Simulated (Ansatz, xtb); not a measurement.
Ligand exchange: C3H9N + SiH3Br → C2H9NSi + CH3Br

Species: C3H9N (trimethylamine) `CN(C)C`, singlet; SiH3Br `[SiH3]Br`, singlet; C2H9NSi `CN(C)[SiH3]`, singlet; CH3Br (bromomethane) `CBr`, singlet. The partners trade CH3 for SiH3: N–CH3 and Br–SiH3 bonds give way to N–SiH3 and Br–CH3.

Shapes, held fixed at every level: PBE0-D4/def2-TZVP. Programs: Ansatz 0.2.0, xtb 6.7.1, xtb 6.7.1 later snapshot. The zero-point and thermal change to 298 K, harmonic and unscaled (PBE0-D4/def2-TZVP), is -2.1 kJ/mol.

```json
{"level": "GFN2-xTB", "kind": "semi-empirical", "ΔH(298 K) (kJ/mol)": "+79.1", "less CCSD(T)/def2-TZVPP": "+36.0"}
{"level": "HF/def2-SVP", "kind": "Hartree–Fock", "ΔH(298 K) (kJ/mol)": "+57.1", "less CCSD(T)/def2-TZVPP": "+14.0"}
{"level": "r2SCAN-D4/def2-TZVPP", "kind": "meta-GGA", "ΔH(298 K) (kJ/mol)": "+47.3", "less CCSD(T)/def2-TZVPP": "+4.2"}
{"level": "B2PLYP/def2-TZVPP", "kind": "double hybrid", "ΔH(298 K) (kJ/mol)": "+42.4", "less CCSD(T)/def2-TZVPP": "-0.7"}
{"level": "MP2/def2-TZVPP", "kind": "perturbation theory", "ΔH(298 K) (kJ/mol)": "+44.5", "less CCSD(T)/def2-TZVPP": "+1.4"}
{"level": "CCSD/def2-SVP", "kind": "coupled cluster or CI", "ΔH(298 K) (kJ/mol)": "+58.3", "less CCSD(T)/def2-TZVPP": "+15.2"}
{"level": "CCSD/def2-TZVPP", "kind": "coupled cluster or CI", "ΔH(298 K) (kJ/mol)": "+43.6", "less CCSD(T)/def2-TZVPP": "+0.5"}
{"level": "CCSD(T)/def2-TZVPP", "kind": "coupled cluster or CI", "ΔH(298 K) (kJ/mol)": "+43.1", "less CCSD(T)/def2-TZVPP": "0.0"}
```

The highest level, CCSD(T)/def2-TZVPP, gives ΔH(298 K) = +43.1 kJ/mol; the levels span +42.4 to +79.1. The column of differences is taken from that level and isn't an error. No measured value is set beside it here. Relativity is left out for Br unless named. Correlated rows may include outer-core shells of Br, which these sets cover unevenly.

The exchange is clearly endothermic at every level, so silicon's preference for bromine over nitrogen, measured relative to carbon's, keeps SiH3 on the halide. Silicon is more electropositive than carbon and forms more polar bonds to both partners, so polarity largely cancels and doesn't settle the direction by itself. The balance probably turns on size: the compact C–N bond has good overlap that is partly lost with silicon's more diffuse valence orbitals, while large bromine is better matched to silicon than to carbon. Delocalisation of the nitrogen lone pair into Si–H antibonding orbitals should favour the silylamine, but evidently not enough to reverse the sign.

The basis set matters more than the treatment of correlation. CCSD falls from +58.3 to +43.6 kJ/mol on going from def2-SVP to def2-TZVPP, whereas adding triples barely changes the result. The high Hartree–Fock value therefore probably reflects its small basis more than missing correlation. Close agreement among the correlated def2-TZVPP results doesn't establish convergence with respect to still larger basis sets.
